**Silicon pseudopotential scattering phases: predicting the two highest energies**

The table holds all-electron phases $\arctan(r u'/u)$ at 2.351 bohr and the pseudo-minus-all-electron errors for the s, p and d channels of an RRKJ silicon pseudopotential (ld1.x 7.5, scalar-relativistic PBE) from $-3.000$ to 4.680 Ry. The program maps each phase to an inner phase through $\tan F = K\tan(-\theta-\pi/2)$, fits $F = a + b\sqrt{E-c}$ and an inner error starting as $(E-E_\mathrm{ref})^2$ to the six known rows above 1 Ry, and predicts the rows at 4.200 and 4.680 Ry with bars from a back-test and from variations of the model. The inner error is smooth and nearly quadratic, with effective powers of 1.78 to 2.28. All twelve predictions fall within their bars, including the turn of the s error from $-0.84$ to $-0.72$ rad that constant geometric growth misses, while the p and d phases are predicted too shallow by up to 0.019 rad.

ld1.x 7.5, scalar-relativistic PBE: norm-conserving RRKJ pseudopotential of Si (3s2 3p2) in separable form, s channel local, nonlinear core correction. Channel radii are s 1.72, p 2.15, d 1.8 bohr; reference energies s -0.7947, p -0.3, d 0.25 Ry. Phase is unwrapped arctan(r u'/u) at r = 2.351 bohr; error is pseudo minus all-electron, multiples of π matched at the reference energy.

## Script

```python
# Table: ld1.x 7.5, Si RRKJ pseudopotential, PBE, scalar-relativistic: all-electron phase arctan(r u'/u)
# at r = 2.351 bohr and pseudo-minus-AE error for s, p, d versus energy (Ry). Tested: with tan F = K tan psi,
# F = a + b sqrt(E-c) and inner error D ~ (E-Eref)^2 predict the withheld rows; rival: geometric growth.
T = {
    'energy': [-3.0, -2.52, -2.04, -1.56, -1.08, -0.6, -0.12, 0.36, 0.84, 1.32, 1.8, 2.28, 2.76, 3.24, 3.72, 4.2, 4.68],  # Ry
    'phase_s_all_electron': [1.2368, 1.1719, 1.0544, 0.7803, -0.065, -1.0408, -1.3715, -1.5109, -1.5926, -1.6531, -1.7071, -1.7642, -1.835, -1.9385, -2.1228, -2.5372, -3.3992],  # rad
    'phase_s_error': [-0.0008, -0.0012, -0.0015, -0.0021, -0.0011, -0.0002, -0.0015, -0.0029, -0.0047, -0.0077, -0.0129, -0.0229, -0.0447, -0.1019, -0.2957, -0.8368, -0.7202],  # rad
    'phase_p_all_electron': [1.2837, 1.2463, 1.1908, 1.0985, 0.9145, 0.4293, -0.6154, -1.1978, -1.4144, -1.5245, -1.5968, -1.6545, -1.7094, -1.7709, -1.8524, -1.9831, -2.2502],  # rad
    'phase_p_error': [-0.0011, -0.0013, -0.0015, -0.0016, -0.0016, -0.0009, -0.0004, -0.0026, -0.0042, -0.0061, -0.0087, -0.0128, -0.0199, -0.0336, -0.0642, -0.1486, -0.4423],  # rad
    'phase_d_all_electron': [1.3302, 1.3097, 1.2831, 1.2469, 1.1942, 1.1091, 0.9469, 0.5465, -0.4302, -1.132, -1.3922, -1.5208, -1.6058, -1.6775, -1.7535, -1.8559, -2.0382],  # rad
    'phase_d_error': [0.0001, 0.0001, 0.0001, 0.0002, 0.0002, 0.0001, 0.0001, 0.0, 0.0023, 0.0038, 0.0047, 0.0062, 0.009, 0.0141, 0.0243, 0.0476, 0.1129],  # rad
}
HELD = [15, 16]  # rows withheld from the fit
import numpy as np
from scipy.optimize import minimize_scalar
r = 2.351; ref = {'s': -0.7947, 'p': -0.3, 'd': 0.25}; L = {'s': 0, 'p': 1, 'd': 2}  # settings of the run
Vs = (-1.0, -0.7, -1.3)  # rough estimate of the potential at r (Ry), first is central
E = np.array(T['energy'], float); H = np.array(sorted(HELD))
th = {c: np.array(T['phase_%s_all_electron' % c], float) for c in L}
er = {c: np.array(T['phase_%s_error' % c], float) for c in L}
kn = np.array([i for i in range(len(E)) if i not in HELD]); fit = kn[E[kn] > 1.0]
K = lambda e, c, V: np.sqrt(r*r*(e - V) - L[c]*(L[c] + 1))
def toF(t, k):
    p = -t - np.pi/2
    return np.arctan(k*np.tan(p)) + np.pi*np.round(p/np.pi)
toT = lambda F, k: -np.pi/2 - np.arctan(np.tan(F)/k) - np.pi*np.round(F/np.pi)
def FD(i, c, V):
    k = K(E[i], c, V); F = toF(th[c][i], k)
    return F, toF(th[c][i] + er[c][i], k) - F
def model(i, c, V):
    F, D = FD(i, c, V); e = E[i]; x = e - ref[c]
    rss = lambda q: np.sum((np.polyval(np.polyfit(np.sqrt(e - q), F, 1), np.sqrt(e - q)) - F)**2)
    q = minimize_scalar(rss, bounds=(-60, 1.0), method='bounded').x
    b, a = np.polyfit(np.sqrt(e - q), F, 1)
    A, B = np.linalg.lstsq(np.c_[x**2, x**3], D, rcond=None)[0]
    n, lc = np.polyfit(np.log(x), np.log(abs(D)), 1); s = np.sign(D[-1])
    return (lambda y: a + b*np.sqrt(y - q), lambda y: A*(y - ref[c])**2 + B*(y - ref[c])**3,
            lambda y: s*np.exp(lc)*(y - ref[c])**n, (a, b, q, A, B, n))
print('rounding floor 0.00005 rad; fits on known rows E > 1 Ry (all channels above barrier); V = -1 Ry')
lo = kn[E[kn] < 1.9]
for c in L:
    j = kn[np.argmin(abs(E[kn] - ref[c]))]
    print('%s: error %+.4f at E=%.3f (nearest ref); max|error| to 1.8 Ry %.4f; step ratios from 1.8 Ry %s' % (
        c, er[c][j], E[j], abs(er[c][lo]).max(), np.round(er[c][fit[2:]]/er[c][fit[1:-1]], 2)))
M = {c: model(fit, c, Vs[0]) for c in L}
print('E[Ry] | D[rad] s p d | D/(E-Eref)^2 [rad/Ry^2] | gain | energy lead D/(dF/dE) [Ry]; * = withheld, computed')
for i in list(fit) + list(H):
    o = []
    for c in L:
        F, D = FD(i, c, Vs[0]); k = K(E[i], c, Vs[0]); a, b, q = M[c][3][:3]
        o.append((D, D/(E[i] - ref[c])**2, k/(k*k*np.cos(F)**2 + np.sin(F)**2), D*2*np.sqrt(E[i] - q)/b))
    o = np.array(o).T
    print('%.2f%s| %+.3f %+.3f %+.3f | %+.4f %+.4f %+.4f | %.2f %.2f %.2f | %+.2f %+.2f %+.2f' % (
        E[i], '*' if i in HELD else ' ', *o.ravel()))
for c in L:
    f, d1, d2, p = M[c]; k = K(E[fit], c, Vs[0]); t = toT(f(E[fit]), k); F, D = FD(fit, c, Vs[0])
    print('%s fit: a %.2f b %.3f c %.2f Ry A %+.5f B %+.5f power %.2f; max resid phase %.4f, error %.4f rad; growth '
          '1.32->3.72: error x%.0f, D x%.1f' % (c, *p, abs(t - th[c][fit]).max(),
          abs(toT(F + d1(E[fit]), k) - th[c][fit] - er[c][fit]).max(), er[c][fit[-1]]/er[c][fit[0]], D[-1]/D[0]))
    bt = fit[-2:]; g, g1, g2, _ = model(fit[:-2], c, Vs[0])
    mF = abs(g(E[bt]) - F[-2:]); mD = np.maximum(abs(g1(E[bt]) - D[-2:]), abs(g2(E[bt]) - D[-2:]))
    print('  back-test on last two known rows: miss in F %s, in D %s rad' % (np.round(mF, 4), np.round(mD, 4)))
    e = E[H]; k = K(e, c, Vs[0]); pt = toT(f(e), k); pe = toT(f(e) + d1(e), k) - pt
    st = np.zeros(len(H)); se = np.zeros(len(H))
    for V in Vs:
        m = model(fit, c, V); kv = K(e, c, V); tv = toT(m[0](e), kv); st = np.maximum(st, abs(tv - pt))
        for d in m[1:3]: se = np.maximum(se, abs(toT(m[0](e) + d(e), kv) - tv - pe))
    bT = st + np.max([abs(toT(f(e) + u*mF, k) - pt) for u in (-1, 1)], axis=0)
    bE = se + np.max([abs(toT(f(e) + u*mF + d1(e) + w*mD, k) - toT(f(e) + u*mF, k) - pe)
                      for u in (-1, 1) for w in (-1, 1)], axis=0)
    geo = er[c][fit[-1]]*(er[c][fit[-1]]/er[c][fit[-2]])**(H - fit[-1])
    for j, i in enumerate(H):
        print('  E=%.2f phase pred %+.3f +- %.3f, computed %+.4f, miss %+.3f rad' % (E[i], pt[j], bT[j], th[c][i], pt[j] - th[c][i]))
        print('  E=%.2f error pred %+.3f +- %.3f, computed %+.4f, miss %+.3f; geometric rival %+.3f rad' % (
            E[i], pe[j], bE[j], er[c][i], pe[j] - er[c][i], geo[j]))
assert all(np.all(np.diff(th[c][kn]) < 0) for c in L)
assert np.all(er['s'][kn] < 0) and np.all(er['p'][kn] < 0) and np.all(er['d'][kn] >= 0)
assert all(1.5 < M[c][3][5] < 2.6 for c in L)
```

Running it gives:

```
rounding floor 0.00005 rad; fits on known rows E > 1 Ry (all channels above barrier); V = -1 Ry
s: error -0.0002 at E=-0.600 (nearest ref); max|error| to 1.8 Ry 0.0129; step ratios from 1.8 Ry [1.78 1.95 2.28 2.9 ]
p: error -0.0004 at E=-0.120 (nearest ref); max|error| to 1.8 Ry 0.0087; step ratios from 1.8 Ry [1.47 1.55 1.69 1.91]
d: error +0.0000 at E=0.360 (nearest ref); max|error| to 1.8 Ry 0.0047; step ratios from 1.8 Ry [1.32 1.45 1.57 1.72]
E[Ry] | D[rad] s p d | D/(E-Eref)^2 [rad/Ry^2] | gain | energy lead D/(dF/dE) [Ry]; * = withheld, computed
1.32 | +0.025 +0.020 -0.005 | +0.0057 +0.0075 -0.0042 | 0.30 0.31 0.79 | +0.06 +0.04 -0.01
1.80 | +0.039 +0.032 -0.011 | +0.0058 +0.0072 -0.0047 | 0.32 0.27 0.41 | +0.09 +0.06 -0.02
2.28 | +0.057 +0.046 -0.021 | +0.0060 +0.0069 -0.0051 | 0.38 0.28 0.30 | +0.14 +0.10 -0.03
2.76 | +0.079 +0.062 -0.034 | +0.0063 +0.0066 -0.0054 | 0.52 0.31 0.26 | +0.20 +0.14 -0.06
3.24 | +0.106 +0.080 -0.051 | +0.0065 +0.0064 -0.0057 | 0.81 0.39 0.28 | +0.27 +0.19 -0.09
3.72 | +0.137 +0.099 -0.070 | +0.0067 +0.0061 -0.0058 | 1.55 0.57 0.36 | +0.36 +0.24 -0.13
4.20*| +0.172 +0.118 -0.093 | +0.0069 +0.0058 -0.0059 | 3.69 0.99 0.57 | +0.47 +0.30 -0.18
4.68*| +0.212 +0.136 -0.118 | +0.0071 +0.0055 -0.0060 | 5.25 2.25 1.18 | +0.59 +0.35 -0.24
s fit: a -5.85 b 2.320 c -5.67 Ry A +0.00465 B +0.00045 power 2.22; max resid phase 0.0002, error 0.0001 rad; growth 1.32->3.72: error x38, D x5.4
  back-test on last two known rows: miss in F [0.0006 0.0018], in D [0.0018 0.0038] rad
  E=4.20 phase pred -2.536 +- 0.015, computed -2.5372, miss +0.001 rad
  E=4.20 error pred -0.839 +- 0.044, computed -0.8368, miss -0.002; geometric rival -0.858 rad
  E=4.68 phase pred -3.397 +- 0.055, computed -3.3992, miss +0.002 rad
  E=4.68 error pred -0.725 +- 0.042, computed -0.7202, miss -0.005; geometric rival -2.490 rad
p fit: a -4.21 b 2.062 c -2.55 Ry A +0.00829 B -0.00054 power 1.78; max resid phase 0.0005, error 0.0001 rad; growth 1.32->3.72: error x11, D x5.0
  back-test on last two known rows: miss in F [0.003  0.0083], in D [0.0009 0.0029] rad
  E=4.20 phase pred -1.979 +- 0.005, computed -1.9831, miss +0.004 rad
  E=4.20 error pred -0.148 +- 0.011, computed -0.1486, miss +0.001; geometric rival -0.123 rad
  E=4.68 phase pred -2.231 +- 0.032, computed -2.2502, miss +0.019 rad
  E=4.68 error pred -0.437 +- 0.084, computed -0.4423, miss +0.006; geometric rival -0.234 rad
d fit: a -3.82 b 2.212 c -0.45 Ry A -0.00407 B -0.00052 power 2.28; max resid phase 0.0011, error 0.0004 rad; growth 1.32->3.72: error x6, D x14.6
  back-test on last two known rows: miss in F [0.0053 0.0136], in D [0.0011 0.0038] rad
  E=4.20 phase pred -1.852 +- 0.011, computed -1.8559, miss +0.004 rad
  E=4.20 error pred +0.048 +- 0.005, computed +0.0476, miss +0.000; geometric rival +0.042 rad
  E=4.68 phase pred -2.023 +- 0.048, computed -2.0382, miss +0.015 rad
  E=4.68 error pred +0.113 +- 0.026, computed +0.1129, miss +0.000; geometric rival +0.072 rad
```
